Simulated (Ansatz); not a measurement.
# Ba: energy above lowest point as volume scale varies

Results calculated with Ansatz 0.2.0, not measured. Free energy against uniform scaling of the volume at fixed shape and fractions; periodic cell, basis, potentials, k mesh and filling as listed.

The cell before it is scaled or strained (space group P4/mmm, No. 123):
```
Ba
1.0
      3.9996     0.0000     0.0000
      0.0000     3.9996     0.0000
      0.0000     0.0000     3.6055
Ba
1
Direct
  0.50000 0.50000 0.50000
```

Settings of every row: functional PBEsol; dispersion none; potentials all-electron LAPW; k mesh 7x7x8; k shift 0x0x0; occupations fermi dirac; smearing width 0.15 eV; spin none; basis error target 0.001 eV/atom.

Limits: coarse k mesh, up to 40 meV an atom off; no spin-orbit coupling, which can matter with elements this heavy; the cell comes from a prototype or a list of computed structures and needn't be the stable phase.

```csv
row,volume scale,V (Å³/atom),energy above lowest point (meV/atom)
1,0.94,54.216,2
2,0.96,55.369,0.4
3,0.98,56.523,0
4,1,57.676,0.6
5,1.02,58.83,?
6,1.04,59.984,4.4
7,1.06,61.137,7.5
```

Question: what energy above lowest point should row 5 give?

Worked fit of energy above lowest point. Take u = (V_r/V)^(2/3) − 1 with V_r = 57.1 Å³ an atom, which is twice the finite (Eulerian) strain; such expansions in the strain, on which the Birch-Murnaghan equation of state is built, carry the rest volume and the bulk modulus. The shown rows have u = 0.03516, 0.02073, 0.00679, -0.00667, -0.03232, -0.04452. Least squares give energy above lowest point = 0.17 − 43.7 × u + 2715 × u² meV/atom; a straight line predicts inner rows, each left out in turn, worse (root mean square 1.7 against 0.03 meV/atom). All shown rows lie on it to the printed digit. Its lowest point lies at u = 0.0080, or V = 56.42 Å³ an atom, and the curvature there gives the bulk modulus at fixed shape and fractions, B = (4/9)(1 + u)² E″(u)/V = 6.96 GPa. Letting shape and atoms relax would as a rule lower it, by much in layered, chain or molecular crystals. The withheld row has u = -0.0197, so the fit gives 0.17 − 43.7 × (-0.0197) + 2715 × (-0.0197)² = 2.1 meV/atom.

The calculation gave 2 meV/atom. The fit lies 0.1 meV/atom (1.3 % of the column's range) above it, one unit of the last digit.
